**Fourth ionisation energies from Rb3+ to Te3+: shell breaks and the missing half-shell break**

The table holds ionisation energies of fifteen triply charged ions as differences of total energies, with the highest orbital energy, its mean radius and NIST values, from spherical, spin-unpolarised, scalar-relativistic BLYP atoms (Quantum ESPRESSO ld1.x). The program fits a line, a parabola and a power law in the radius to the ten 4d rows, sizes the three changes of subshell against extrapolations, and tests two exchange counts for the error, fitted to the four 4d rows with measured or semi-empirical references. The computed 4d series is smooth (parabola within 0.04 eV, exponent −1.05) and has no break at d⁵ to d⁶, where the reference step lies 5.4 ± 2.4 eV lower and both counts give about 5 eV, or about 3 eV when In3+ is left out of the fit. All six rows with theoretical references lie above both counts, and the equal errors of Sn3+ and Sb3+ are not explained by spin. The orbital energy falls short of the ionisation energy by about 0.39 hartree·bohr divided by the mean radius, and the mean of the 3+ and 4+ orbital energies recovers it to 0.11 eV for rhodium and indium.

Triply charged ions from Rb to Te in NIST's ground configurations, computed with Quantum ESPRESSO 7.5 (ld1.x): all-electron scalar-relativistic Kohn-Sham, BLYP functional, point nucleus. The ions are spherical and not spin-polarised, with open shells spread evenly over spin and m. The ionisation energy is the total energy of the 4+ ion less that of the 3+ ion.

## Script

```python
# Table: ionisation energies (total-energy differences, eV) of 3+ ions Rb..Te; ld1.x, BLYP, scalar-relativistic,
# spin-unpolarised spherical atoms, with NIST values. Tested: smooth 4d trend, sizes of shell breaks,
# missing d5/d6 break (two exchange counts), eigenvalue gap against radius and midpoint rule.
T = {
    'ion': ['Rb3+', 'Sr3+', 'Zr3+', 'Nb3+', 'Mo3+', 'Tc3+', 'Ru3+', 'Rh3+', 'Pd3+', 'Ag3+', 'Cd3+', 'In3+', 'Sn3+', 'Sb3+', 'Te3+'],
    'Z': [37, 38, 40, 41, 42, 43, 44, 45, 46, 47, 48, 49, 50, 51, 52],
    'N': [34, 35, 37, 38, 39, 40, 41, 42, 43, 44, 45, 46, 47, 48, 49],
    'configuration': ['[Ar] 3d10 4s2 4p4', '[Ar] 3d10 4s2 4p5', '[Kr] 4d1', '[Kr] 4d2', '[Kr] 4d3', '[Kr] 4d4', '[Kr] 4d5', '[Kr] 4d6', '[Kr] 4d7', '[Kr] 4d8', '[Kr] 4d9', '[Kr] 4d10', '[Kr] 4d10 5s1', '[Kr] 4d10 5s2', '[Kr] 4d10 5s2 5p1'],
    'removed': ['4p', '4p', '4d', '4d', '4d', '4d', '4d', '4d', '4d', '4d', '4d', '4d', '5s', '5s', '5p'],
    'ionisation_energy': [53.4279, 57.1487, 34.1479, 36.8088, 39.3924, 41.9133, 44.3834, 46.8125, 49.2078, 51.5753, 53.9194, 56.2444, 41.3765, 44.4414, 36.5641],  # eV
    'minus_highest_eigenvalue': [46.586, 49.988, 28.13, 30.506, 32.805, 35.044, 37.236, 39.39, 41.515, 43.615, 45.695, 47.758, 36.144, 38.992, 31.621],  # eV
    'highest_level_mean_radius': [1.5748, 1.494, 1.8511, 1.7249, 1.6178, 1.5255, 1.4447, 1.3734, 1.3097, 1.2524, 1.2005, 1.1532, 2.125, 2.025, 2.2355],  # bohr
    'nist': [52.2, 56.28, 34.41836, 37.611, 40.33, 41.0, 45.0, 42.0, 46.0, 49.0, 51.0, 55.45, 40.74, 43.804, 37.4155],  # eV
    'nist_kind': ['semi-empirical', 'semi-empirical', 'measured', 'measured', 'semi-empirical', 'theory', 'theory', 'theory', 'theory', 'theory', 'theory', 'measured', 'measured', 'measured', 'measured'],
    'nist_unc': [0.25, 0.003, 6e-05, 0.022, 0.06, 1.7, 1.7, 1.7, 1.7, 1.7, 1.7, 0.04, 0.04, 0.025, 0.0012],  # eV
    'error': [1.23, 0.869, -0.27, -0.802, -0.938, 0.913, -0.617, 4.81, 3.21, 2.58, 2.92, 0.794, 0.637, 0.637, -0.851],  # eV
}
import numpy as np
from scipy.constants import physical_constants as pc
Ha = pc['Hartree energy in eV'][0]
A = lambda k: np.array(T[k], float)
Z = np.array([int(z) for z in T['Z']]); ion = list(T.get('ion', [str(z) for z in Z]))
IE, ep, r = A('ionisation_energy'), A('minus_highest_eigenvalue'), A('highest_level_mean_radius')
ref, unc, err = A('nist'), A('nist_unc'), A('error')
sh = np.array(T['removed']); th = np.array(T['nist_kind']) == 'theory'
I = {z: k for k, z in enumerate(Z)}
n = np.array([{37: 4, 38: 5, 50: 1, 51: 2, 52: 1}.get(z, z - 39) for z in Z])  # electrons in shell
cap = np.array([{'s': 2, 'p': 6, 'd': 10}[s[-1]] for s in sh])
cA = np.minimum(n, cap - n)**2 - np.minimum(n - 1, cap - n + 1)**2   # change of M^2
cB = np.where(n <= 5, n - 1, n - 6) - 4*(n - 1)/9                    # d only: pairs lost less average
d = sh == '4d'; fit = d & ~th; gap = IE - ep
print("floors: IE rounding 0.00005 eV; known fault <= %.3f eV; theory refs +-1.7 eV" % (0.9e-3*Ha))
p1, p2 = np.polyfit(Z[d], IE[d], 1), np.polyfit(Z[d], IE[d], 2)
pA, pB = np.polyfit(cA[fit], err[fit], 1), np.polyfit(cB[fit], err[fit], 1)
rA, rB = err - np.polyval(pA, cA), err - np.polyval(pB, cB)
print("ion shell n | IE*r, gap*r (Ha bohr) gap(eV) -eps/IE | dM2 err unc | 4d: quad resid, err-A, err-B (eV)")
for k in range(len(Z)):
    x = "%+.3f %+.2f %+.2f" % (IE[k] - np.polyval(p2, Z[k]), rA[k], rB[k]) if d[k] else ""
    print("%s %s %d | %.3f %.3f %.2f %.3f | %+d %+.2f %.2g%s | %s" % (ion[k], sh[k], n[k], IE[k]*r[k]/Ha,
          gap[k]*r[k]/Ha, gap[k], ep[k]/IE[k], cA[k], err[k], unc[k], " th" if th[k] else "", x))
s = np.diff(IE[d]); s2 = np.diff(s); st = np.diff(ref[d])
print("4d computed steps eV:", np.round(s, 3)); print("second differences eV:", np.round(s2, 3))
print("4d table steps eV:", np.round(st, 2))
print("4d line: slope %.3f eV/Z, max resid %.3f; quadratic: Z^2 coeff %.4f, max resid %.3f eV" % (p1[0],
      abs(IE[d] - np.polyval(p1, Z[d])).max(), p2[0], abs(IE[d] - np.polyval(p2, Z[d])).max()))
pw = np.polyfit(np.log(r[d]), np.log(IE[d]), 1); c = IE[d]*r[d]; c2 = c*r[d]
print("4d IE ~ r^%.3f; max dev from mean: IE*r %.1f%%, IE*r^2 (hydrogenic) %.1f%%" % (pw[0],
      100*abs(c/c.mean() - 1).max(), 100*abs(c2/c2.mean() - 1).max()))
bk = s[4] - (s[3] + s[5])/2; bt = st[4] - (st[3] + st[5])/2
print("d5->d6 step less neighbour mean: computed %.4f, table %.1f +- %.1f eV" % (bk, bt, 1.7*5**0.5))
print("d5->d6 table less computed step %.2f +- %.1f eV; model A %.2f, model B %.2f" % (st[4] - s[4],
      1.7*2**0.5, -pA[0]*(cA[I[45]] - cA[I[44]]), -pB[0]*(cB[I[45]] - cB[I[44]])))
for nm, p, q in (("A (M^2)", pA, rA), ("B (pairs)", pB, rB)):
    print("model %s fit Zr,Nb,Mo,In: a %.3f c %.3f rms %.2f; theory rows mean resid %+.2f, max %.2f eV"
          % (nm, -p[0], p[1], np.sqrt(np.mean(q[fit]**2)), q[th].mean(), abs(q[th]).max()))
print("mean error eV: Tc,Ru %+.2f; Rh-Cd %+.2f; non-theory rows mean abs %.2f, max rel %.1f%%" % (err[th & (n <= 5)].mean(),
      err[th & (n > 5)].mean(), abs(err[~th]).mean(), 100*abs(err/ref)[~th].max()))
lin = lambda y, a, b, z: y[I[b]] + (y[I[b]] - y[I[a]])*(z - b)/(b - a)
for nm, a, b, ex in (("Sr->Zr (Y absent)", 38, 40, lin(IE, 37, 38, 40)), ("In->Sn", 49, 50, np.polyval(p2, 50)),
                     ("Sb->Te", 51, 52, lin(IE, 50, 51, 52))):
    print("%s: step IE %.2f, table %.2f, -eps %.2f eV, r %+.3f bohr; vs extrapolated %.2f: %.2f eV" % (nm,
          IE[I[b]] - IE[I[a]], ref[I[b]] - ref[I[a]], ep[I[b]] - ep[I[a]], r[I[b]] - r[I[a]], ex, IE[I[b]] - ex))
print("in-shell steps eV: Rb->Sr %.2f (table %.2f), Sn->Sb %.3f (table %.3f)" % (IE[I[38]] - IE[I[37]],
      ref[I[38]] - ref[I[37]], IE[I[51]] - IE[I[50]], ref[I[51]] - ref[I[50]]))
nb4p = 64.45539  # further output of the same runs: -eps(4p) of Nb3+, eV
print("Nb3+ 4p-4d level gap %.2f eV; 4p line extrapolated %.2f vs actual %.2f" % (nb4p - ep[I[41]], lin(ep, 37, 38, 41), nb4p))
so = 0.8  # rough recalled lowering of 5p1 2P1/2 below the multiplet average, eV
de = err[I[52]] - err[I[51]]
print("Te error %.2f, with rough spin-orbit %.2f; Sb->Te error change %.2f, left %.2f eV" % (err[I[52]], err[I[52]] + so, de, de + so))
g = gap*r/Ha; pg = np.polyfit(np.log(r), np.log(gap), 1)
print("gap*r mean %.3f, range %.3f-%.3f Ha bohr; gap ~ r^%.2f (all rows)" % (g.mean(), g.min(), g.max(), pg[0]))
mid = {}
for z, e4 in ((45, 54.44642), (49, 64.95479)):  # further outputs: -eps(4d), inferred to be the 4+ ions, eV
    mid[z] = (ep[I[z]] + e4)/2 - IE[I[z]]
    print("%s: half eigenvalue shift %.2f vs gap %.2f; midpoint %.2f, less IE %+.3f eV"
          % (ion[I[z]], (e4 - ep[I[z]])/2, gap[I[z]], (ep[I[z]] + e4)/2, mid[z]))
assert (s > 0).all() and (s2 < 0).all() and abs(bk) < 0.01
assert all(err[I[z]] < 0 for z in (40, 41, 42)) and (err[d & (n > 5)] > 0).all()
assert IE[I[40]] < IE[I[38]] and IE[I[50]] < IE[I[49]] and IE[I[52]] < IE[I[51]]
assert (gap > 0).all() and all(abs(v) < 0.2 for v in mid.values())
```

It prints:

```
floors: IE rounding 0.00005 eV; known fault <= 0.024 eV; theory refs +-1.7 eV
ion shell n | IE*r, gap*r (Ha bohr) gap(eV) -eps/IE | dM2 err unc | 4d: quad resid, err-A, err-B (eV)
Rb3+ 4p 4 | 3.092 0.396 6.84 0.872 | -5 +1.23 0.25 | 
Sr3+ 4p 5 | 3.138 0.393 7.16 0.875 | -3 +0.87 0.003 | 
Zr3+ 4d 1 | 2.323 0.409 6.02 0.824 | +1 -0.27 6e-05 | -0.037 -0.25 -0.45
Nb3+ 4d 2 | 2.333 0.400 6.30 0.829 | +3 -0.80 0.022 | +0.016 -0.21 -0.34
Mo3+ 4d 3 | 2.342 0.392 6.59 0.833 | +5 -0.94 0.06 | +0.031 +0.23 +0.17
Tc3+ 4d 4 | 2.350 0.385 6.87 0.836 | +7 +0.91 1.7 th | +0.024 +2.65 +2.66
Ru3+ 4d 5 | 2.356 0.379 7.15 0.839 | +9 -0.62 1.7 th | +0.006 +1.69 +1.77
Rh3+ 4d 6 | 2.363 0.375 7.42 0.841 | -9 +4.81 1.7 th | -0.013 +1.96 +2.06
Pd3+ 4d 7 | 2.368 0.370 7.69 0.844 | -7 +3.21 1.7 th | -0.025 +0.94 +1.11
Ag3+ 4d 8 | 2.374 0.366 7.96 0.846 | -5 +2.58 1.7 th | -0.025 +0.88 +1.12
Cd3+ 4d 9 | 2.379 0.363 8.22 0.847 | -3 +2.92 1.7 th | -0.008 +1.79 +2.10
In3+ 4d 10 | 2.384 0.360 8.49 0.849 | -1 +0.79 0.04 | +0.030 +0.24 +0.62
Sn3+ 5s 1 | 3.231 0.409 5.23 0.874 | +1 +0.64 0.04 | 
Sb3+ 5s 2 | 3.307 0.406 5.45 0.877 | -1 +0.64 0.025 | 
Te3+ 5p 1 | 3.004 0.406 4.94 0.865 | +1 -0.85 0.0012 | 
4d computed steps eV: [2.661 2.584 2.521 2.47  2.429 2.395 2.367 2.344 2.325]
second differences eV: [-0.077 -0.063 -0.051 -0.041 -0.034 -0.028 -0.023 -0.019]
4d table steps eV: [ 3.19  2.72  0.67  4.   -3.    4.    3.    2.    4.45]
4d line: slope 2.448 eV/Z, max resid 0.278; quadratic: Z^2 coeff -0.0201, max resid 0.037 eV
4d IE ~ r^-1.054; max dev from mean: IE*r 1.5%, IE*r^2 (hydrogenic) 26.4%
d5->d6 step less neighbour mean: computed -0.0036, table -7.0 +- 3.8 eV
d5->d6 table less computed step -5.43 +- 2.4 eV; model A -5.16, model B -5.14
model A (M^2) fit Zr,Nb,Mo,In: a 0.286 c 0.269 rms 0.23; theory rows mean resid +1.65, max 2.65 eV
model B (pairs) fit Zr,Nb,Mo,In: a 1.156 c 0.178 rms 0.43; theory rows mean resid +1.80, max 2.66 eV
mean error eV: Tc,Ru +0.15; Rh-Cd +3.38; non-theory rows mean abs 0.78, max rel 2.4%
Sr->Zr (Y absent): step IE -23.00, table -21.86, -eps -21.86 eV, r +0.357 bohr; vs extrapolated 64.59: -30.44 eV
In->Sn: step IE -14.87, table -14.71, -eps -11.61 eV, r +0.972 bohr; vs extrapolated 58.46: -17.08 eV
Sb->Te: step IE -7.88, table -6.39, -eps -7.37 eV, r +0.211 bohr; vs extrapolated 47.51: -10.94 eV
in-shell steps eV: Rb->Sr 3.72 (table 4.08), Sn->Sb 3.065 (table 3.064)
Nb3+ 4p-4d level gap 33.95 eV; 4p line extrapolated 60.19 vs actual 64.46
Te error -0.85, with rough spin-orbit -0.05; Sb->Te error change -1.49, left -0.69 eV
gap*r mean 0.387, range 0.360-0.409 Ha bohr; gap ~ r^-0.79 (all rows)
Rh3+: half eigenvalue shift 7.53 vs gap 7.42; midpoint 46.92, less IE +0.106 eV
In3+: half eigenvalue shift 8.60 vs gap 8.49; midpoint 56.36, less IE +0.112 eV
```
